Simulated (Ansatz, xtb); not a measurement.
**Two isomers of C4H9NSeSi**

Structure I: `N[Si@@H]1CCC=C[Se]1`, a singlet. Structure II: `CC1=CCN[Si@@H]1[SeH]`, a singlet. Both are isolated molecules in the gas phase, relaxed with r2SCAN-D4/def2-SVP; the shapes shown needn't be the lowest conformers.

I (Å):

| atom | x (Å) | y (Å) | z (Å) |
| --- | --- | --- | --- |
| C | 0.9124 | -1.2137 | 1.9893 |
| C | 2.1220 | -0.5080 | 2.6316 |
| C | 1.8562 | 0.9423 | 2.9293 |
| C | 1.5898 | 1.8675 | 1.9923 |
| N | -1.3715 | -0.4106 | 0.3351 |
| Se | 1.5395 | 1.5000 | 0.1108 |
| Si | 0.3582 | -0.4873 | 0.3369 |
| H | -1.8413 | -0.1630 | -0.5324 |
| H | -1.8280 | 0.0612 | 1.1128 |
| H | 0.7404 | -1.2747 | -0.8710 |
| H | 1.1308 | -2.2856 | 1.8334 |
| H | 0.0438 | -1.1766 | 2.6720 |
| H | 2.4176 | -1.0334 | 3.5538 |
| H | 2.9819 | -0.5736 | 1.9362 |
| H | 1.8625 | 1.2684 | 3.9776 |
| H | 1.4087 | 2.9151 | 2.2535 |

II (Å):

| atom | x (Å) | y (Å) | z (Å) |
| --- | --- | --- | --- |
| C | 0.1046 | 0.7036 | -0.4313 |
| C | 0.6902 | 0.3831 | 0.9076 |
| C | 1.0349 | 1.2886 | 1.8488 |
| C | 1.6306 | 0.7980 | 3.1372 |
| N | 1.6786 | -0.6503 | 3.0813 |
| Se | 2.7809 | -2.3420 | 0.2958 |
| Si | 1.1535 | -1.3036 | 1.5705 |
| H | -0.8915 | 0.2437 | -0.5523 |
| H | -0.0003 | 1.7893 | -0.5869 |
| H | 0.7324 | 0.2965 | -1.2423 |
| H | 0.9021 | 2.3714 | 1.7143 |
| H | 1.0167 | 1.1605 | 3.9896 |
| H | 2.6349 | 1.2529 | 3.2775 |
| H | 2.1655 | -1.1259 | 3.8306 |
| H | 0.0722 | -2.3333 | 1.6525 |
| H | 2.0370 | -3.6076 | 0.2202 |

Quicker runs give these differences E(II) − E(I): GFN2-xTB −7.6 kcal/mol; HF/STO-3G +6.5 kcal/mol (at GFN2-xTB geometries); r2SCAN-D4/def2-SVP//GFN2-xTB +3.5 kcal/mol.

Problem. Which of the two would you expect CCSD(T)/def2-SVP + ΔMP2/def2-TZVPP electronic energies to favour?

Solution. Not settled: CCSD(T)/def2-SVP + ΔMP2/def2-TZVPP gives E(II) − E(I) = +5.2 kcal/mol, but this leans on the basis-set step: CCSD(T) alone gives +0.7 kcal/mol.

Level by level:

```json
{"level": "GFN2-xTB", "geometry": "GFN2-xTB", "E(II) − E(I) (kcal/mol)": "−7.6", "departure from the last row (kcal/mol)": "−12.8", "job, with rough time for the two": "optimisation, 0.53 s"}
{"level": "HF/STO-3G", "geometry": "GFN2-xTB", "E(II) − E(I) (kcal/mol)": "+6.5", "departure from the last row (kcal/mol)": "+1.2", "job, with rough time for the two": "single point, 0.64 s"}
{"level": "r2SCAN-D4/def2-SVP//GFN2-xTB", "geometry": "GFN2-xTB", "E(II) − E(I) (kcal/mol)": "+3.5", "departure from the last row (kcal/mol)": "−1.7", "job, with rough time for the two": "single point, 5.2 s"}
{"level": "r2SCAN-D4/def2-SVP", "geometry": "r2SCAN-D4/def2-SVP", "E(II) − E(I) (kcal/mol)": "+1.6", "departure from the last row (kcal/mol)": "−3.6", "job, with rough time for the two": "optimisation, 2.1 min"}
{"level": "HF/def2-SVP", "geometry": "r2SCAN-D4/def2-SVP", "E(II) − E(I) (kcal/mol)": "−3.2", "departure from the last row (kcal/mol)": "−8.4", "job, with rough time for the two": "part of the CCSD(T) run"}
{"level": "MP2/def2-SVP", "geometry": "r2SCAN-D4/def2-SVP", "E(II) − E(I) (kcal/mol)": "+2.0", "departure from the last row (kcal/mol)": "−3.3", "job, with rough time for the two": "part of the CCSD(T) run"}
{"level": "CCSD(T)/def2-SVP", "geometry": "r2SCAN-D4/def2-SVP", "E(II) − E(I) (kcal/mol)": "+0.7", "departure from the last row (kcal/mol)": "−4.6", "job, with rough time for the two": "single point"}
{"level": "CCSD(T)/def2-SVP + ΔMP2/def2-TZVPP", "geometry": "r2SCAN-D4/def2-SVP", "E(II) − E(I) (kcal/mol)": "+5.2", "departure from the last row (kcal/mol)": "", "job, with rough time for the two": "single point, 2.9 min"}
```

As drawn, II has 1 C–N, 1 Se–H in place of 1 C–Se, 1 N–H. Structure I has a 6-membered ring, II a 5-membered ring.

GFN2-xTB, HF/def2-SVP put the two in the other order. The largest departure from CCSD(T)/def2-SVP + ΔMP2/def2-TZVPP is that of GFN2-xTB, 12.8 kcal/mol. The last row adds to CCSD(T) the change of the MP2 difference between the two basis sets, here +4.6 kcal/mol, a large step that makes the value less sure.

With thermal terms from frequencies at re-optimised GFN2-xTB minima (ideal gas, soft modes damped towards free rotors, one conformer each, 298.15 K, 1 atm): on the last row, ΔE + ΔZPE = +2.9, ΔH = +3.3, ΔG = +2.1 kcal/mol.

The correlated steps freeze 19 core orbitals; the filled d shell of Se is correlated, in a basis made for valence electrons. Codes used: Ansatz 0.2.0, xtb 6.7.1; the last row on 4 threads of Arm Neoverse V1 on a shared host.

The near-balance between the isomers reflects an exchange of bonds whose effects largely offset each other. II gains a C–N bond, normally stronger than C–Se, but gives up a strong N–H bond for a weaker Se–H one. Ring strain and alkene substitution differ too, so the energy gap can't be assigned to a single bond.

In the def2-SVP basis, Hartree–Fock favours II by 3.2 kcal/mol, while MP2 and CCSD(T) both lean slightly towards I. Correlation therefore favours I, probably in part through the polarisable selenium bound to both silicon and a vinyl carbon. The agreement in sign between HF/STO-3G and the last row is probably a cancellation of errors, since the larger basis reverses the Hartree–Fock order.

Vibrations pull the other way: replacing a stiff N–H oscillator with a softer Se–H one lowers the zero-point energy of II, narrowing the gap to +2.9 kcal/mol. The calculations support at most a modest thermodynamic lean towards I, and say nothing about how readily the two interconvert.
